**Student:** My notes say the Pitzer-Gwinn formula becomes exact at high temperature and is "reasonable" elsewhere. Reasonable is not a number.

**Lecturer:** Then let us get one. Pitzer and Gwinn, in 1942, took the classical partition function of the true potential and multiplied it by the quantum-to-classical ratio of the harmonic oscillator. With $u=\hbar\omega/k_BT$ and energies counted from the bottom of the well,
$$q_{PG}=q_{cl}\,\frac{u}{2\sinh(u/2)} .$$
We test it on the non-rotating Morse oscillator, $V=D(1-e^{-ay})^2$ with reduced mass $\mu$, bound states only. Its levels are $E_n=\hbar\omega\,[m-x m^2]$ with $m=n+\tfrac12$, $\omega=a\sqrt{2D/\mu}$ and $x=\hbar\omega/4D$. How many parameters?

**Student:** Three energies, $D$, $\hbar^2a^2/2\mu$ and $k_BT$, so two ratios: $u$ and $x$.

**Lecturer:** Recombine them. $x/u=k_BT/4D$ contains neither $\hbar$ nor $\mu$: it is the classical anharmonicity. And $xu=\hbar^2a^2/2\mu k_BT=(a\Lambda)^2/4\pi$, with $\Lambda=h/\sqrt{2\pi\mu k_BT}$, compares the thermal wavelength with the range $1/a$ of the potential. It scales as $1/\mu T$ and does not contain $D$.

**Student:** And the classical factor can depend on $x$ only through $x/u$. So anything proportional to $xu$ is out of reach.

**Lecturer:** Exactly. Now compute. For the Morse well the classical orbit of energy $E$ encloses a phase-space area $hm$ with $E=\hbar\omega(m-xm^2)$, $m$ continuous. So
$$q_{cl}=\int_0^{1/2x}e^{-u(m-xm^2)}\,dm ,\qquad q=\sum_n e^{-u(m-xm^2)}\Big|_{m=n+1/2}.$$
To first order in $x$ each logarithm gains $xu\langle m^2\rangle$, averaged harmonically. Classically $\langle m^2\rangle=2/u^2$. In the quantum case $q_0=1/[2\sinh(u/2)]$ and $\langle m^2\rangle=q_0''/q_0=\tfrac12\coth^2(u/2)-\tfrac14$. The error $\Delta=\ln q-\ln q_{PG}$ is then, to first order,
$$\Delta_1=x\left[\frac u4+\frac{u}{2\sinh^2(u/2)}-\frac2u\right].$$

**Student:** For small $u$ the second term cancels the third.

**Lecturer:** Its pole does. From $1/\sinh^2 s=1/s^2-1/3+s^2/15-\dots$,
$$\Delta_1=x\left[\frac{u}{12}+\frac{u^3}{120}-\dots\right]\quad(u\ll1),\qquad \Delta_1=x\left[\frac u4-\frac2u+2ue^{-u}+\dots\right]\quad(u\gg1).$$
Since $1/s^2-1/3<1/\sinh^2s<1/s^2$, the ratio $\Delta_1/xu$ lies between $1/12$ and $1/4$. For Morse, $q_{PG}$ is always low at this order.

**Student:** The $xu/4$ I recognise: the ground level lies $x\hbar\omega/4$ below the harmonic one, and the formula keeps the harmonic zero point. The $1/12$ looks like an accident.

**Lecturer:** The sum $q$ is the midpoint rule for the integral $q_{cl}$. The Euler-Maclaurin correction is $1/24$ of the slope of the integrand at $m=0$, so $q\simeq q_{cl}-u/24$ and $\ln q\simeq\ln q_{cl}-u/(24q_{cl})$. Pitzer-Gwinn puts the harmonic value $1/u$ for $q_{cl}$ in that last term and gets $-u^2/24$. Expanding the integrand in $x$ gives $uq_{cl}=1+2(x/u)+12(x/u)^2+\dots$, whose inverse is $1-2(x/u)-8(x/u)^2$. The difference is $\Delta\simeq xu/12+x^2/3$. The new term is $4x/u=k_BT/D$ times the first.

**Student:** So "exact at high temperature" is oversold. In free energy, $k_BT\Delta_1$ tends to the constant $x\hbar\omega/12$.

**Lecturer:** True. The error in $\ln q$ falls as $1/T$; the free energy stays too high by between $x\hbar\omega/12$ and $x\hbar\omega/4$. Take hydrogen, with typical values $\hbar\omega=0.5457$ eV, $x=0.0276$ and $\mu=0.504$ atomic mass units. The model then has $\hbar\omega/k_B=6333$ K, $D=4.94$ eV, 18 bound levels, and free-energy bounds of 1.26 and 3.77 meV. Its range $1/a$ is 0.52 Å, against $\Lambda=1.42$ Å at 300 K and 0.45 Å at 3000 K. Here $\Delta$ comes from the full sum and the full integral; entries are rounded separately.

| $T$ (K) | $u$ | $xu\langle m^2\rangle$, quantum | $2x/u$ | $\Delta_1$ | $\Delta$ | $q_{PG}/q$ | $k_BT\Delta$ (meV) |
|---|---|---|---|---|---|---|---|
| 300 | 21.11 | 0.1456 | 0.0026 | 0.1430 | 0.1430 | 0.867 | 3.70 |
| 1000 | 6.33 | 0.0443 | 0.0087 | 0.0356 | 0.0355 | 0.965 | 3.06 |
| 1500 | 4.22 | 0.0327 | 0.0131 | 0.0196 | 0.0196 | 0.981 | 2.53 |
| 3000 | 2.11 | 0.0328 | 0.0262 | 0.0067 | 0.0069 | 0.993 | 1.79 |

**Student:** At 3000 K, $xu/12$ is 0.0049, but you list 0.0067.

**Lecturer:** Because $u$ is still 2.11. The cubic term adds 0.0022 and overshoots slightly. Hydrogen never reaches the high-temperature regime in this window. The ratio $\Delta_1/xu$ passes $1/6$, midway between its limits, at $u=4.161$, which is 1522 K. A second crossover is $\Delta_1=2x/u$, where the formula captures half of the anharmonic correction: $u=3.608$, or 1755 K. Both values of $u$ are independent of $x$.

**Student:** I distrust first order at the hot end. High levels crowd together.

**Lecturer:** Each correction separately does move. At 3000 K the full quantum correction to $\ln q_0$ is 0.0351 instead of 0.0328, and the full classical one 0.0281 instead of 0.0262. Each shift is about as large as the cubic term. But they are mostly the same classical physics, and $\Delta-\Delta_1$ is only 0.00023, near $x^2/3=0.00025$. That cancellation is what the formula is good for. The series in $x/u$ is asymptotic and fails as $k_BT$ nears $D$, where the choice of bound states against continuum decides the answer. At 3000 K the Boltzmann factor at the rim, $e^{-u/4x}$, is $5.0\times10^{-9}$. For larger $x$ the well holds about $1/2x$ levels, and at $x$ near one half nothing harmonic remains as a reference.

**Student:** And the cold end?

**Lecturer:** There only the ground level counts, so $xu/4$ is exact in the logarithm and $q_{PG}/q\to e^{-xu/4}$, a factor $e$ at 44 K. Derivatives suffer differently. With $C/k_B=u^2\,\partial_u^2\ln q$, the term $2x/u$ gives $4x/u$, a heat capacity linear in $T$ that does not freeze out exponentially: 0.005 at 300 K. The model's true value, from the first gap $\epsilon=u(1-2x)$, is $\epsilon^2e^{-\epsilon}=8.7\times10^{-7}$.

**Student:** Then multiply by $e^{xu/4}$ and be done.

**Lecturer:** Now you are high by $xu/4-\Delta_1$, which is $2x/u$ when cold and $xu/6$ when hot, twice the old error. The patch wins while $\Delta_1/xu>1/8$, that is $u>2.506$, below 2527 K here. At 300 K it leaves 0.0026; at 3000 K it leaves 0.0079.

**Student:** Is this special to hydrogen?

**Lecturer:** The size is. Forming gas for wafer anneals is hydrogen in nitrogen. For N$_2$ typical values are $\hbar\omega=0.2924$ eV and $x=0.0061$; at 1000 K the model has $u=3.39$ and $\Delta_1=0.0031$, smaller than for hydrogen by a factor 12.

**Student:** You keep saying "the model". Does real hydrogen disagree?

**Lecturer:** Noticeably. For a general well $\tfrac12\mu\omega^2y^2+c_3y^3+c_4y^4$, perturbation theory gives the $m^2$ term and also a constant, Dunham's
$$Y_{00}=\tfrac32c_4\sigma^2-\tfrac72\,\frac{c_3^2\sigma^3}{\hbar\omega},\qquad \sigma=\frac{\hbar}{2\mu\omega}.$$
For Morse, $c_3=-Da^3$ and $c_4=\tfrac7{12}Da^4$, and it vanishes. Otherwise it shifts every level, is absent from $q_{cl}$, and turns $k_BT\Delta$ into $k_BT\Delta-Y_{00}$. For H$_2$ a typical value is about $+1.1$ meV. That lowers 3.70 meV to 2.6 and 1.79 meV to 0.7, so the Morse numbers overstate the free-energy error by factors of roughly 1.4 and 2.6.

**Student:** So even the sign at high temperature is not universal.

**Lecturer:** It is the sign of $x\hbar\omega/12-Y_{00}$. Rotation matters too. With $B_n=B_e-\alpha_e m$ and a classical rotor, $q_{rot}\propto1/B_n$ adds $(\alpha_e/B_e)\langle m\rangle$ to the logarithm. For a typical $\alpha_e/B_e=0.050$ at 3000 K the quantum average $\langle m\rangle=\tfrac12\coth(u/2)$ gives 0.032 and the classical $1/u$ gives 0.024. The gap of 0.008 rivals the purely vibrational $\Delta$, so the table describes the Morse vibration of hydrogen and not the whole molecule.